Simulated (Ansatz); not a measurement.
# A ladder of methods for Si2H4F2 (SMILES F[SiH2][SiH2]F)

The species is Si2H4F2 (8 atoms), meant as a singlet with charge 0. SMILES: `F[SiH2][SiH2]F`. Geometry: relaxed at PBE0-D4/def2-TZVP. This is one conformer, not always the lowest.

```xyz
8

F    -1.9348    1.2058   -0.2745
Si   -0.3578    1.1281    0.0124
Si    0.3586   -1.1096    0.0441
F     0.2810   -1.7420   -1.4288
H     0.3401    1.9142   -1.0370
H    -0.0998    1.7437    1.3416
H     1.7748   -1.1640    0.4954
H    -0.4771   -1.9419    0.9468
```

Quantity: the energy change with the Si3–H8 bond stretched from 1.485 to 1.708 Å, in eV. The values are calculated.

| level | kind | program | value (eV) | less CCSD(T)/6-31G* | CPU time (all runs) |
| --- | --- | --- | --- | --- | --- |
| SVWN5/6-31G* (spherical functions) (restricted) | LDA | Ansatz | 0.26 | -0.05 | 6.8 s |
| r2SCAN/6-31G* (spherical functions) (restricted) | meta-GGA | Ansatz | 0.31 | 0.00 | 24 s |
| PBE0/6-31G* (spherical functions) (restricted) | global hybrid | Ansatz | 0.32 | +0.01 | 13 s |
| r2SCAN0/6-31G* (spherical functions) (restricted) | hybrid meta-GGA | Ansatz | 0.35 | +0.04 | 28 s |
| B3LYP/6-31G* (Cartesian functions) (restricted) | global hybrid | Ansatz | 0.32 | +0.01 | 18 s |
| HSE06/6-31G* (spherical functions) (restricted) | range-separated hybrid | Ansatz | 0.32 | +0.01 | 14 s |
| wB97M-V/6-31G* (spherical functions) (restricted) | range-separated hybrid | Ansatz | 0.35 | +0.04 | 2.2 min |
| CCSD(T)/6-31G* (spherical functions) (restricted) | coupled cluster or CI | Ansatz | 0.31 | 0.00 | 20 s |

CCSD(T)/6-31G* (spherical functions) (restricted) is the highest level here, not the true value. The first shape isn't each level's own minimum. The values span 0.26 to 0.35 eV. CPU times are rough (shared hosts, several kinds of processor and program).

Stretching the Si–H bond costs about the same at every level except SVWN5, which gives the softest bond at 0.26 eV against 0.31 eV for CCSD(T). At this modest extension the σ electron pair is still strongly coupled, so a single closed-shell determinant remains a sound starting point and the methods have little room to diverge. The low LDA value fits its known tendency to make bonds to hydrogen too long and too soft, even though it overbinds molecules as a whole.

Adding exact exchange to r2SCAN raises the cost from 0.31 to 0.35 eV, probably because it favours a shorter, stiffer bond. PBE0 and HSE06 agree at 0.32 eV, which suggests that long-range exchange matters little for such a local distortion. The near-coincidence of r2SCAN, PBE0, B3LYP and HSE06 with CCSD(T) doesn't establish a ranking among them, since coupled-cluster correlation converges more slowly with basis size than the density functionals do, and a larger basis could shift the reference by as much as the gaps between them.
